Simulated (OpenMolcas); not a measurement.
# CHFGaN (SMILES N#[C][GaH][F]): the energy, rung by rung

CHFGaN: 5 atoms, total charge 0, spin state singlet. SMILES: `N#[C][GaH][F]`. The coordinates come from a PBE0-D4/def2-TZVP relaxation.

```xyz
5

N     1.2140   -1.6572    1.2660
C     0.6410   -0.8647    0.6563
Ga   -0.2597    0.5190   -0.3455
F    -1.7247   -0.0535   -1.0926
H     0.1792    1.9827   -0.5256
```

Quantity: the energy change with the Ga3–H5 bond stretched from 1.539 to 1.770 Å, in eV. The values are calculated.

| level | kind | program | value (eV) |
| --- | --- | --- | --- |
| HF/cc-pVDZ (unrestricted) | Hartree–Fock | OpenMolcas | 0.33 |
| SVWN5/cc-pVDZ (restricted) | LDA | OpenMolcas | 0.28 |
| BLYP/cc-pVDZ (restricted) | GGA | OpenMolcas | 0.24 |
| revPBE/cc-pVDZ (restricted) | GGA | OpenMolcas | 0.24 |
| M06-L/cc-pVDZ (restricted) | meta-GGA | OpenMolcas | 0.31 |
| B3LYP/cc-pVDZ (restricted) | global hybrid | OpenMolcas | 0.29 |
| B2PLYP/cc-pVDZ (restricted) | double hybrid | OpenMolcas | 0.30 |
| MP2/cc-pVDZ (restricted) | perturbation theory | OpenMolcas | 0.32 |

All-electron rows without a relativistic Hamiltonian named are non-relativistic. The first shape isn't each level's own minimum. The values span 0.24 to 0.33 eV. In the correlated wave-function rows the outer d shell of Ga is correlated, in sets not made for it.

Stretching the Ga–H bond costs a few tenths of an electronvolt at every level, as expected for a polar covalent σ bond still well inside its potential well. The energy rises because overlap between the hydrogen 1s orbital and the gallium 4s/4p hybrid weakens, while the bonding pair remains largely shared. The closeness of Hartree–Fock (0.33 eV) and MP2 (0.32 eV) suggests that correlation changes little over this displacement and that strong left–right correlation, which governs homolytic cleavage, has yet to set in.

The two GGAs give the softest response, both at 0.24 eV, probably because they favour a slightly longer Ga–H bond. B3LYP and B2PLYP lie between them and Hartree–Fock, but exact exchange alone doesn't order the set: M06-L, which has none, gives 0.31 eV, above both hybrids. The results support a modest cost for this particular stretch, but a single displacement can't separate the harmonic force constant from anharmonicity, nor does it give the Ga–H dissociation energy.
